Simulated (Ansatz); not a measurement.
A series in temperature on GaAs

Harmonic phonon free energy (zero-point part included), entropy and heat capacity at constant volume from interpolated force constants; periodic cell, basis, potentials, k mesh and filling as listed. The results are calculated, by Ansatz 0.2.0.

Structure of every row (space group F-43m, No. 216):
```
GaAs
1.0
      0.0000     2.8268     2.8268
      2.8268     0.0000     2.8268
      2.8268     2.8268     0.0000
Ga As
1 1
Direct
  0.00000 0.00000 0.00000
  0.25000 0.25000 0.25000
```

Settings of every row: functional PBE; dispersion none; potentials PAW; wave cutoff 420 eV; density cutoff 1680 eV; k mesh 6x6x6; k shift 0x0x0; occupations fixed; smearing width 0 eV; spin none; phonon method finite displacements; phonon supercell 2x2x2; dipole term of polar modes included.

Limits: coarse k mesh, up to 40 meV an atom off; volume not checked for rest.

| row | temperature (K) | phonon heat capacity (k_B/atom) | phonon entropy (k_B/atom) | phonon free energy (meV/atom) |
| --- | --- | --- | --- | --- |
| 1 | 160 | ? | ? | ? |
| 2 | 240 | 2.677 | 3.425 | -1.64 |
| 3 | 320 | 2.81 | 4.216 | -28.09 |
| 4 | 400 | 2.876 | 4.851 | -59.41 |
| 5 | 480 | 2.913 | 5.379 | -94.73 |
| 6 | 560 | 2.935 | 5.829 | -133.4 |
| 7 | 640 | 2.95 | 6.222 | -174.97 |
| 8 | 720 | 2.961 | 6.57 | -219.09 |
| 9 | 800 | 2.968 | 6.883 | -265.48 |
| 10 | 880 | 2.973 | 7.166 | -313.92 |
| 11 | 960 | 2.978 | 7.425 | -364.22 |

Question: what phonon heat capacity and phonon entropy should row 1 give?

Worked fit of phonon heat capacity. At high temperature a harmonic heat capacity falls short of its limit by a term in 1/T², so take t = (100 K / T)². The shown rows have t = 0.17361, 0.09766, 0.0625, 0.0434, 0.03189, 0.02441, 0.01929, 0.01562, 0.01291, 0.01085. Least squares give phonon heat capacity = 2.9997 − 2.0503 × t + 1.1031 × t² k_B/atom; a straight line predicts inner rows, each left out in turn, worse (root mean square 0.0027 against 0.00036 k_B/atom). All shown rows lie on it to the printed digit. The constant, 2.9997 k_B/atom, is to be held against the harmonic limit of 3 k_B an atom. The withheld row has t = 0.39062, so the fit gives 2.9997 − 2.0503 × (0.39062) + 1.1031 × (0.39062)² = 2.367 k_B/atom.

The calculation gave 2.355 k_B/atom. The fit lies 0.012 k_B/atom (1.9 % of the column's range) above it; its largest miss of a shown row is 0.000 k_B/atom. This row lies beyond the range of the fit.

Worked fit of phonon entropy. Entropy rises as the heat capacity times the change of ln T, so take t = ln(T / 300 K). The shown rows have t = -0.2231, 0.0645, 0.2877, 0.47, 0.6242, 0.7577, 0.8755, 0.9808, 1.0761, 1.1632. Least squares give phonon entropy = 4.0408 + 2.80175 × t + 0.09577 × t² k_B/atom; a straight line predicts inner rows, each left out in turn, worse (root mean square 0.015 against 0.004 k_B/atom). The rows lie off it by 0.005, -0.006, -0.004, 0.000, 0.002, 0.003, 0.003, 0.002, -0.001, -0.004 (root mean square 0.0035 k_B/atom), a smooth pattern that one more power would take up: the form is only approximate. The slope at t = 0, 2.8 k_B/atom, estimates the heat capacity at 300 K. The withheld row has t = -0.6286, so the fit gives 4.0408 + 2.80175 × (-0.6286) + 0.09577 × (-0.6286)² = 2.317 k_B/atom.

The calculation gave 2.399 k_B/atom. The fit lies 0.082 k_B/atom (3.4 % of the value, 1.6 % of the column's range) below it; its largest miss of a shown row is 0.006 k_B/atom. This row lies beyond the range of the fit.

The other values of row 1: phonon free energy 18.59 meV/atom.
